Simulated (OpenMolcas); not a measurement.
## How methods differ on [SiH3]+ (SMILES [SiH3+])

The species is [SiH3]+ (4 atoms), meant as a singlet with charge +1. SMILES: `[SiH3+]`. Geometry: relaxed at PBE0-D4/def2-TZVP.

```xyz
4

Si    0.0000    0.0000    0.0000
H     0.6869    0.6754    1.1130
H    -0.1184   -1.4672   -0.0099
H    -0.5685    0.7917   -1.1031
```

Quantity: the energy change with the Si1–H4 bond stretched from 1.472 to 2.576 Å, in eV. The values are calculated.

| level | kind | program | value (eV) | less CCSD(T)/6-31G | CPU time (all runs) |
| --- | --- | --- | --- | --- | --- |
| SVWN5/6-31G (restricted) | LDA | OpenMolcas | 2.77 | +0.23 | 7.3 s |
| M06-2X/6-31G (restricted) | hybrid meta-GGA | OpenMolcas | 3.20 | +0.66 | 9.7 s |
| PBE0/6-31G (restricted) | global hybrid | OpenMolcas | 3.09 | +0.55 | 8.2 s |
| B2PLYP/6-31G (restricted) | double hybrid | OpenMolcas | 3.06 | +0.52 | 7.9 s |
| MP2/6-31G (restricted) | perturbation theory | OpenMolcas | 3.12 | +0.58 | 3.4 s |
| SC-NEVPT2(2,2)/6-31G | multireference | OpenMolcas | 2.44 | -0.10 | 3.3 s |
| CCSD(T)/6-31G (restricted) | coupled cluster or CI | OpenMolcas | 2.54 | 0.00 | 4.4 s |
| CISD/6-31G (restricted) | coupled cluster or CI | OpenMolcas | 2.70 | +0.16 | 3.5 s |
| FCI/3-21G | exact in the basis | OpenMolcas | 2.50 | -0.04 | 7.5 s |

Differences are taken from CCSD(T)/6-31G (restricted) for orientation; it has basis-set and higher-order errors of its own. At this stretch a single reference begins to fail. The first shape isn't each level's own minimum. The values span 2.44 to 3.20 eV. All rows use very small basis sets, so even the best lies far from the true value. Times are those of the runs behind each value, whatever else they computed, on shared processors of several kinds: orders of magnitude only.

Stretching the Si–H bond costs 2.44 eV with SC-NEVPT2 and 2.54 eV with CCSD(T), whereas MP2, the double hybrid and both hybrid functionals all lie above 3 eV. LDA and CISD fall in between.

As the σ bond lengthens, its bonding and antibonding orbitals approach in energy, and the electron pair begins to separate, one electron staying on SiH2+ and the other on H. A closed-shell determinant keeps too much ionic character, with both electrons on the same fragment, so the higher values probably reflect incomplete recovery of this left-right correlation. The two-electron, two-orbital active space addresses it directly, while coupled cluster recovers much of it through its treatment of pair excitations.

The closeness of LDA to CCSD(T) is no evidence that it describes the separating pair better than the hybrids do. Nor does the FCI value settle whether SC-NEVPT2 or CCSD(T) is the more accurate, because it was obtained in a different basis and the gap between those two is small enough for that change to matter.
